**Li₄SO: which vibrations carry the dielectric response?**

Two rough sizes are worth keeping in mind. The optical vibrations here span about a factor of three in frequency. A vibration's share of the static dielectric constant goes as its strength divided by the frequency squared, so the lowest counts about ten times as much as the highest for equal strength.

Zone-centre optical phonons of insulating Li₄SO (space group R-3m, 6 atoms in the cell, 11.42 Å³ per atom), calculated with Ansatz 0.2.0 using scalar-relativistic PBEsol, plane waves and PAW, a 420 eV cutoff and a 9×9×9 k mesh. Each row is one degenerate level, with the infrared intensity summed over the level. Frequencies are for zero macroscopic field.

| row | phonon frequency (cm⁻¹) | degeneracy | infrared intensity ((D/Å)²/amu) |
| --- | --- | --- | --- |
| 1 | 150.9 | 2 | 21.3 |
| 2 | 210.4 | 2 | 2.26 |
| 3 | 342.4 | 1 | 3.29 |
| 4 | 372.3 | 2 | 0 |
| 5 | 413.8 | 1 | 0 |
| 6 | 438.1 | 1 | 1.11 |
| 7 | 450.3 | 2 | 0 |
| 8 | 460.1 | 2 | 12.8 |
| 9 | 465.4 | 1 | 17 |
| 10 | 498.2 | 1 | 0 |

**1. Do ten rows hold all the optical vibrations?**

Yes, once the degeneracy, the number of vibrations sharing one frequency, is counted. Six atoms have 18 independent motions, and three of these only shift the whole crystal. The remaining 15 are the sum of the degeneracy column. Among the infrared-active rows, a double level has its dipole in the plane across the c axis and a single level has it along c.

**2. Why is the infrared intensity exactly zero in four rows?**

The cause is symmetry, not weak bonding or small charges. Sulfur and oxygen each sit on a centre of inversion, and the four lithium atoms form two pairs that inversion exchanges. In a vibration that is even under inversion, sulfur and oxygen stand still and the two lithium atoms of a pair move in opposite senses, so their dipoles cancel. Two pairs with three directions each make six such vibrations, which is what rows 4, 5, 7 and 10 contain. They are dark in infrared absorption but allowed in Raman scattering.

**3. Is row 1 the strongest absorber?**

It has the largest infrared intensity, but that number is summed over two vibrations. For light polarised along one direction only half of it counts, about 10.7 (D/Å)²/amu. Row 9 is a single level and keeps its full 17.0. A fair comparison of directions therefore starts by dividing the intensity by the degeneracy.

**4. In which direction does the crystal respond more to a static field?**

The total strength per direction is 15 % smaller in the plane than along c, which seems to favour c. The static response turns this round. Each vibration acts as a charged spring, and its part of the dielectric constant is

Δε = 4πS/(Vω²) ≈ 2.1 × 10⁶ S/(Vν²).

Here S is the strength per direction in (D/Å)²/amu, V the cell volume in Å³, ω the angular frequency and ν the phonon frequency in cm⁻¹. The number in front only converts units.

For row 1 the volume is 6 × 11.42 = 68.5 Å³, and the formula gives 2.1 × 10⁶ × 10.65/(68.5 × 150.9²) ≈ 14. Row 9, stronger but three times as high in frequency, adds only 2.4 along c. Summed over the rows, the ionic part is 16.3 in the plane and 3.5 along c.

A thought experiment isolates the cause. If row 1 kept its strength but vibrated at the frequency of row 8, the in-plane sum would fall from 16.3 to 3.3, close to the value along c. One low-lying level thus makes the whole difference between the directions. The printed analysis after this text applies the formula to every row, with no adjustable constant. Its agreement with the program's own dielectric constants confirms the units and the bookkeeping, since both rest on the same harmonic response.

**5. Is row 1 low because its atoms are heavy or because the forces are weak?**

Masses can be ruled out as the source of the large static response. In a static field the atoms move until the springs balance the pull on their charges, and inertia plays no part. In the formula, a heavier atom changes both S and ω², and the sum of the contributions over all vibrations stays the same. The effective charges from the same calculation differ by less than a fifth between the two directions for every atom. What remains is a weak restoring force against some in-plane displacement of the charged atoms. Weak forces also explain why row 1 lies so low compared with the vibrations along c. The infrared-active vibrations in both directions draw on the same atoms with the same masses, yet the lowest one along c, row 3, lies at 342.4 cm⁻¹. Only the forces differ between the directions, so they must cause the difference.

This also answers what a change of sulfur would do. If only its mass changed, the four silent rows would keep their frequencies, because sulfur does not move in them, and the static dielectric constant would stay too. A different element in its place would alter the forces as well, and then every row may shift.

**6. What changes if the macroscopic field is no longer set to zero?**

The tabulated frequencies hold for vibrations without such a field. A longitudinal wave, whose atoms move along its direction of travel, builds up a field that pulls the charges back and stiffens the motion. Rows 8 and 9 lie only 5 cm⁻¹ apart, yet the highest longitudinal frequencies estimated from the rows are about 543 cm⁻¹ in the plane and 626 cm⁻¹ along c.

The distribution of strength explains much of the gap, and the larger total strength and weaker electronic screening along c add to it. Along c most of it sits in the highest polar level, which takes up most of the stiffening. In the plane most of it sits in row 1, and a good part of the stiffening goes into lower vibrations. The silent rows do not move, as they carry no dipole.

**7. Which digits can be trusted?**

The zeros and the degeneracies are exact consequences of symmetry. The order of rows 8 and 9 is not secure, because a gap of about one per cent could close with another cutoff, functional or cell size. These are PBEsol forces on atomic datasets made for PBE, with the atoms at rest.

The dielectric constant needs more care than the frequencies, because row 1 enters it through the inverse square of its frequency, which about doubles a small relative error. Lowering that frequency by 10 cm⁻¹, about 7 %, raises its contribution from 14.6 to 16.7, or by 15 %. "About 20" is therefore a sensible reading of the total in-plane constant, electrons included, and its decimals are not. Warming the crystal can shift a soft vibration too, and the response would follow.

The open question is how the atoms share the motion of row 1, and why the lattice resists it so little. Lithium must take part: with their effective charges and masses, sulfur and oxygen moving alone could not reach the strength of this row. The displacement pattern of that one level would show which of the two lithium pairs moves more, and against which neighbours.

Output of the analysis:

```
Strength per direction in (D/A)^2/amu and part of the static dielectric constant:
  row  strength per direction  dielectric part
    1                   10.65            14.56
    2                    1.13           0.7949
    3                    3.29           0.8739
    4                       0                0
    5                       0                0
    6                    1.11           0.1801
    7                       0                0
    8                     6.4           0.9414
    9                      17            2.444
   10                       0                0
Optical modes counted with degeneracy, and infrared-silent ones among them: 15, 6
Total strength in-plane, along c, and ratio in-plane to c, (D/A)^2/amu: 18.18, 21.4, 0.8495
Same totals from Born charges and masses, in-plane and along c, (D/A)^2/amu: 18.21, 21.44
Ionic part of the dielectric constant in-plane, along c, and ratio: 16.3, 3.498, 4.66
Static dielectric constant from the rows, in-plane and along c: 20.05, 7.067
Program's static dielectric constant, in-plane and along c: 20.08, 7.071
Share of row 1 in the in-plane ionic part, percent: 89.35
Row 1 dielectric part if moved to the frequency of row 8 at fixed strength: 1.567
In-plane ionic part after that move: 3.303
Row 1 dielectric part if its frequency were 10 cm-1 lower, and rise in percent: 16.7, 14.7
Row 9 less row 8, cm-1: 5.3
Highest longitudinal frequency for a wave in-plane, along c, and difference, cm-1: 543.2, 625.9, 82.64
```
